Levels of Nb⁺ from OpenMolcas 26.06: state-averaged CASSCF and CASPT2 (IPEA shift 0.25 Ha, imaginary shift 0.1 Ha), active shell in brackets, with X2C, ANO-R3, a finite nucleus and spin-orbit coupling by state interaction with atomic mean-field integrals. Computed and measured (NIST) levels are paired by configuration, term and J, each set counted from its ⁵D₀.

| level | measured (cm⁻¹) | CASSCF (4d) less measured (cm⁻¹) | MS-CASPT2 (4d) less measured (cm⁻¹) | SS-CASPT2 (4d) less measured (cm⁻¹) |
| --- | --- | --- | --- | --- |
| 4d4 5D 0 | 0 | 0 | 0 | 0 |
| 4d4 5D 1 | 159 | -20 | 0 | 0 |
| 4d4 5D 2 | 438 | -40 | 0 | 0 |
| 4d4 5D 3 | 801 | -40 | 10 | 10 |
| 4d4 5D 4 | 1225 | -20 | 10 | 10 |
| 4d4 3P(1) 0 | 5562 | 7900 | 2340 | 2340 |
| 4d4 3P(1) 1 | 6192 | 8060 | 2480 | 2480 |
| 4d4 3P(1) 2 | 7261 | 8270 | 2660 | 2660 |

Three sizes are worth remembering. The gap from the quintet to the triplet is wrong by about 8000 cm⁻¹ in CASSCF with the 4d shell alone and by about 2500 cm⁻¹ after second-order perturbation theory (PT2). The fine structure of ⁵D is right to a few tens of cm⁻¹. The width of ³P(1) is about 20% too large relative to measurement at each level of theory.

A row label gives configuration, term and total angular momentum J, and ³P(1) is the lower of the two ³P terms of d⁴. An error column is the computed level less the measured one, rounded to 10 cm⁻¹, and SS and MS are the single-state and multistate forms of CASPT2. The ⁵D₀ row is zero by construction, so any misplacement of ⁵D₀ enters every other row. The analysis printed below holds the residuals.

**The term gap**

Weighting each level by 2J+1 gives a measured gap of 5944 cm⁻¹ between the centres of ⁵D and ³P(1). CASSCF overshoots it by about 8190 cm⁻¹, or 138% of the measured gap, and CASPT2 by about 2560 cm⁻¹, or 43%. PT2 removes 69% of the error.

Four electrons in five d orbitals with nothing else active is Slater–Racah theory, in which the term energies follow from two repulsion parameters B and C. The CASSCF triplet energies obey it: (³G − ³H)/5 and (³D − ³H)/12 both give B = 633 cm⁻¹, and C = 2460 cm⁻¹. This agreement is built into the method and says nothing about the real ion. These B and C are bare integrals, unscreened by the 4s4p core and without the avoidance that excitation out of 4d allows. Standard theory gives the sign of the error. The four parallel spins of ⁵D are already kept apart by the Pauli principle, whereas a triplet holds opposite spins that meet freely in an uncorrelated wavefunction. The triplet has more to gain from dynamic correlation and lies too high without it.

The gain is not a uniform shrinking. Relative to ⁵D, SS-CASPT2 lowers ³P(1) by 5683 cm⁻¹ and ³H by 2956 cm⁻¹, which moves ³P(1) from 1508 cm⁻¹ above ³H to 1220 cm⁻¹ below it. A straight line in L(L+1), fitted to the lowest ³P, ³D, ³F, ³G and ³H, has a slope of about −95 cm⁻¹. A term in L(L+1) has the form of the Trees correction, but the slope doesn't give its size: among ³D, ³G and ³H a fall of B from 633 to about 441 cm⁻¹ has the same effect. Smaller B and C can't be the whole change either. They would keep the mean of the two ³P terms equal to that of the two ³F terms, and SS-CASPT2 puts these means 897 cm⁻¹ apart. The line is a description only. It misses ³F by about 350 cm⁻¹, and the upper ³F and ³P terms, lowered by 8576 and 8933 cm⁻¹, lie far off it.

The quintet and the triplets have separate orbitals, one set tuned to ⁵D alone and the other averaged over all triplets, which favours ⁵D. In the triplet orbitals ⁵D would lie 4B + 4C = 12372 cm⁻¹ below ³H, and the run puts it 229 cm⁻¹ lower still. That is the relaxation of ⁵D at CASSCF level, under 3% of the CASSCF gap error. The bias proper is the relaxation denied to ³P(1), which should be smaller because that term lies nearer the triplet average. The figure doesn't transfer directly to PT2, but it makes orbital averaging an unlikely main source of 2560 cm⁻¹.

The runs don't divide that remainder among its possible causes: the IPEA shift, the uncorrelated 3d shell, the lack of a second d shell, the basis and the absent 4d³5s configuration. Symmetry argues that the last has the right sign. The quartets of d³ are ⁴F and ⁴P, so 4d³5s has no ⁵D to mix with the ground term, while it does have ³P terms, which push ³P(1) down from above. PT2 includes the 4d → 5s excitation only as a perturbation, which is a poor treatment if a ³P term of 4d³5s lies close above ³P(1). How much it contributes is a guess.

**The ⁵D ladder: rows ⁵D₁ and ⁵D₄**

The spin-orbit operator is ζ Σ **l**·**s**, with ζ the one-electron constant of 4d. Within one term it reduces to A **L**·**S**, so the interval from J−1 to J is AJ (the Landé rule), and for ⁵D of d⁴ A = ζ/2S = ζ/4. The measured intervals divided by J are 159, 140, 121 and 106 cm⁻¹, so the rule fails by a third along the term.

The cause is second-order mixing with triplets of the same J and with L differing by at most one. A level is pushed down by |V|²/Δ, where V is the coupling, of order ζ, and Δ the distance to the triplet. ⁵D₀ mixes with ³P₀, and ⁵D₄ only with ³F₄. To follow this, the operator was diagonalised over the d⁴ states with the term energies of the runs on the diagonal, and ζ was fitted once, to the four excited CASSCF ⁵D levels. The fit gives ζ = 468 cm⁻¹ and A = 117 cm⁻¹ and matches those levels within their rounding. The admixture of other terms is 0.7% in ⁵D₀, falls to 0.2% at J = 2 and 3 and returns to 0.4% at J = 4. Both ends of the ladder are pushed down, the bottom most, which widens the first interval and narrows the last.

One estimate shows why PT2 changes the ladder. In first order ⁵D₀ lies 6A = 701 cm⁻¹ below the term. The CASSCF run gives 791, so the second-order push is 791 − 701 = 90 cm⁻¹. The level ³P(1)₀ lies at 5562 + 7900 = 13462 cm⁻¹ in CASSCF and at 5562 + 2340 = 7902 cm⁻¹ in CASPT2, a ratio of 1.70. If that level supplies most of the push and V is unchanged, the push becomes 90 × 1.70 = 153 and the lowering 701 + 153 = 854 cm⁻¹. The SS-CASPT2 run gives 853, and no PT2 number entered the fit of ζ. The closeness is partly luck, since the upper ³P also contributes.

The full model with SS-CASPT2 term energies and the same ζ raises the four excited levels by 21, 43, 51 and 40 cm⁻¹, against 20, 40, 50 and 30 in the table. ⁵D₁ rises by only 20 because it follows ⁵D₀ part of the way down. ⁵D₄ rises less than ⁵D₃ because ³F has come closer as well. SS-CASPT2 alters the term energies and leaves the CASSCF wavefunctions alone, so the better ladder comes from denominators and not from better spin-orbit integrals. The model imitates the state-interaction step, and it dissects the calculation without testing it against nature.

The errors of 0 to 10 cm⁻¹ are better than the method has earned, because they arise with ³P(1) still 43% too high. Moving that term down to its measured centre in the model leaves ⁵D₄ too high by 86 cm⁻¹, or by 61 cm⁻¹ if all triplets and singlets move together. The measured ladder then asks for a ζ near 440 cm⁻¹, some 6 to 7% below 468. A coupling that is too strong thus offsets a gap that is too wide. Whether the excess lies in ζ itself or in a ³P(1) that is really less than pure 4d⁴ can't be told from this test.

**The width of ³P(1): J = 0 against J = 2**

The CASPT2 error grows from 2340 cm⁻¹ at J = 0 to 2660 cm⁻¹ at J = 2 because the term is too wide: 2019 cm⁻¹ against 1699 measured, with 2069 in CASSCF. Here A = 1.479 ζ, six times the value for ⁵D, and the first-order width 3A = 2075 cm⁻¹ by itself accounts for the computed span. That coefficient depends on how the two ³P states of definite seniority in d⁴ combine, which B and C fix in CASSCF. New term energies can't change it, and so PT2 mends only 50 of the 370 cm⁻¹. The multistate step could remix the two ³P terms, but it mixes them by only about 0.02% and shifts ³P(1) by 3 cm⁻¹, which is why the MS and SS columns agree in every row.

The model is at its worst on this term. It makes the span about 50 cm⁻¹ (2%) wider than the runs do, perhaps because a ζ fitted to the quintet is slightly large for the triplet orbitals. Against measurement, lowering the term leaves the span at 2001 cm⁻¹, and scaling by the refitted ζ gives roughly 2001 × 436/468 ≈ 1860, still above 1699. Something specific to this term is missing. Dilution by a 4d³5s ³P with a smaller A would do it, and so might a different blend of the two seniority states; both are guesses.

**What to do**

A fine-structure ladder within the ground term is no check on term gaps, and here it hides an error of thousands of cm⁻¹. With a single d shell, the gap from ⁵D to ³P(1) in this ion needs PT2 at the least, and it's still too wide afterwards. For Nb⁺ the next step is to make 5s active, then a second d shell, with the caution that a basis without diffuse functions describes 5s less well. These rows don't show how much either step mends.

In the PT2 runs the components of some terms split by over 500 cm⁻¹, but the spread is only about 10 cm⁻¹ for ⁵D and 47 cm⁻¹ for ³P(1). Each term energy is an average over the components, so the spread within ⁵D doesn't enter its fine structure. The PT2 errors of ⁵D are small enough for the table's rounding to hide most of their pattern. In the unrounded levels, both SS and MS, the error is slightly negative at J = 1 and rises steadily to a positive value at J = 4. Reference weights of 0.88 to 0.93 show no severe intruder state.

For a neighbouring ion, the departure from Landé's rule relative to A scales as ζ/Δ. It is weaker in a 3d⁴ ion and much stronger in a 5d⁴ ion, where an error in the term gap spoils the ladder more. A higher charge moves the d³s configuration up and makes the single-shell picture safer.

Output of the analysis:

```
all in cm-1; rounding floor: 5 on a level, 10 on an interval
measured | 5D int/J 159 140 121 106 | 3P int/J 630 534 | 3P span 1699 | centre gap 5944
casscf | 5D int/J 139 130 121 111 | 3P int/J 790 640 | 3P span 2069 | centre gap 14132
ms_caspt2 | 5D int/J 159 140 124 106 | 3P int/J 770 624 | 3P span 2019 | centre gap 8502
ss_caspt2 | 5D int/J 159 140 124 106 | 3P int/J 770 624 | 3P span 2019 | centre gap 8502
casscf gap error 8188 (138% of measured), span error 370 (22%)
ms_caspt2 gap error 2558 (43% of measured), span error 320 (19%)
ss_caspt2 gap error 2558 (43% of measured), span error 320 (19%)
gap error removed by PT2: 5630 = 69%
CASSCF (3G-3H)/5 632.9 (3D-3H)/12 632.9 mean3P 23886 mean3F 23886 3P-3H 1508
SS-PT2 (3G-3H)/5 441.1 (3D-3H)/12 442.4 mean3P 16578 mean3F 17475 3P-3H -1220
triplet B 633 C 2460 C/B 3.89; 4B+4C 12372; 5D relaxation from triplet orbitals 229
PT2 lowering vs 5D ['3P', '3D', '3F', '3G', '3H'] 5683 5241 4246 3914 2956
 fit 5737 -95 L(L+1); residuals 136 74 -352 76 66 | upper 3F,3P lowering 8576 8933
zeta from 5D: CASSCF 468 (used below); refit on SS-PT2 465
first order A/zeta: 5D 0.250 3P 1.479; A 117 692; spans 1169 2075; lowering 701
CASSCF terms vs casscf : lowering 794, 3P span 2115, 5D-refit zeta 468
  model 0 139 400 762 1204 13435 14247 15550
  model-target 0 0 2 1 -1 -27 -5 19 | worst 4d4 3P(1) 0
  foreign-term % 0.7 0.5 0.2 0.2 0.4 2.2 0.8 1.2
SS-PT2 terms vs ss_caspt2 : lowering 858, 3P span 2070, 5D-refit zeta 465
  model 0 160 444 813 1243 7871 8668 9941
  model-target 0 1 6 2 8 -31 -4 20 | worst 4d4 3P(1) 0
  foreign-term % 1.9 1.2 0.6 0.4 0.8 3.5 1.5 1.5
PT2, 3P lowered vs measured : lowering 927, 3P span 2001, 5D-refit zeta 436
  model 0 186 498 882 1311 5485 6227 7486
  model-target 0 27 60 81 86 -77 35 225 | worst 4d4 3P(1) 2
  foreign-term % 3.9 2.4 0.9 0.4 0.8 5.0 2.5 1.3
PT2, all lowered vs measured : lowering 929, 3P span 2014, 5D-refit zeta 441
  model 0 186 495 871 1286 5453 6222 7467
  model-target 0 27 57 70 61 -109 30 206 | worst 4d4 3P(1) 2
  foreign-term % 4.0 2.4 1.0 0.7 1.5 5.6 2.6 1.9
change CASSCF->PT2 in 5D levels: model 0 21 43 51 40 | table 0 20 40 50 30
run spin-orbit lowering 791 -> 853, change 62; model change 64
```
